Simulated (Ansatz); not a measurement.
TiO₂: pressure and energy less free atoms as volume scale varies

Periodic Kohn-Sham DFT of a crystal at fixed atoms, scaled to volume_scale times the given cell; pressure positive in compression, energy less spherical unpolarised free atoms, largest_vzz the field gradient of largest size among the nuclei. The results are calculated, by Ansatz 0.2.0.

The cell before it is scaled or strained (space group I4_1/amd, No. 141):
```
CELL_PARAMETERS angstrom
-1.89250 1.89250 4.75700
1.89250 -1.89250 4.75700
1.89250 1.89250 -4.75700
ATOMIC_POSITIONS crystal
Ti 0.00000 0.00000 0.00000
Ti 0.75000 0.25000 0.50000
O 0.20660 0.20660 0.00000
O 0.95660 0.45660 0.50000
O 0.54340 0.04340 0.50000
O 0.79340 0.79340 0.00000
```

Settings of every row: method all-electron LAPW; functional LDA; relativity scalar; k mesh 13x13x13; filling fermi-dirac; smearing width 0.08 eV; basis error target 1 meV/atom; nucleus gaussian.

Atom start moment: 0 on all atoms.

```csv
row,volume scale,V (Å³/atom),pressure (GPa),energy less free atoms (eV/atom)
1,0.94,10.677,9.223,-9.4858
2,0.96,10.904,3.689,-9.4949
3,0.98,11.131,-1.283,-9.4965
4,0.99,11.245,-3.575,-9.4948
5,1,11.358,-5.749,-9.4915
6,1.01,11.472,?,?
7,1.02,11.585,-9.756,-9.4804
8,1.04,11.813,-13.357,-9.464
9,1.06,12.04,-16.587,-9.4427
```

Question: what pressure and energy less free atoms should row 6 give?

Worked fit of pressure. Take u = (V_r/V)^(2/3) − 1 with V_r = 11.302 Å³ an atom, which is twice the finite (Eulerian) strain; such expansions in the strain, on which the Birch-Murnaghan equation of state is built, carry the rest volume and the bulk modulus. The shown rows have u = 0.03865, 0.02419, 0.01022, 0.00338, -0.00329, -0.01635, -0.02905, -0.04129. Least squares give pressure = −4.6885 + 324.179 × u + 899.98 × u² + 651 × u³ GPa; a parabola predicts inner rows, each left out in turn, worse (root mean square 0.012 against 0.0071 GPa). The rows lie off it by 0.000, 0.000, -0.002, 0.007, -0.004, -0.005, 0.005, -0.002 (root mean square 0.0039 GPa). The pressure vanishes at u = 0.0139, or V = 11.07 Å³ an atom, and there the bulk modulus at fixed shape and fractions is B = −V dP/dV = (2/3)(1 + u) dP/du = 236 GPa. Letting shape and atoms relax would as a rule lower it, by much in layered, chain or molecular crystals. The withheld row has u = -0.0099, so the fit gives −4.6885 + 324.179 × (-0.0099) + 899.98 × (-0.0099)² + 651 × (-0.0099)³ = -7.810 GPa.

The calculation gave -7.808 GPa. The fit lies 0.002 GPa (0.0077 % of the column's range) below it; its largest miss of a shown row is 0.007 GPa.

Worked fit of energy less free atoms. Take u = (V_r/V)^(2/3) − 1 with V_r = 11.302 Å³ an atom, which is twice the finite (Eulerian) strain; such expansions in the strain, on which the Birch-Murnaghan equation of state is built, carry the rest volume and the bulk modulus. The shown rows have u = 0.03865, 0.02419, 0.01022, 0.00338, -0.00329, -0.01635, -0.02905, -0.04129. Least squares give energy less free atoms = −9.49331 − 0.4932 × u + 17.756 × u² eV/atom; a straight line predicts inner rows, each left out in turn, worse (root mean square 0.0091 against 6.1e-05 eV/atom). The rows lie off it by 0.0000, 0.0000, 0.0000, 0.0000, 0.0000, 0.0001, 0.0000, 0.0000. Its lowest point lies at u = 0.0139, or V = 11.07 Å³ an atom, and the curvature there gives the bulk modulus at fixed shape and fractions, B = (4/9)(1 + u)² E″(u)/V = 235 GPa. Letting shape and atoms relax would as a rule lower it, by much in layered, chain or molecular crystals. The withheld row has u = -0.0099, so the fit gives −9.49331 − 0.4932 × (-0.0099) + 17.756 × (-0.0099)² = -9.4867 eV/atom.

The calculation gave -9.4867 eV/atom. The fit meets it to the printed digit.
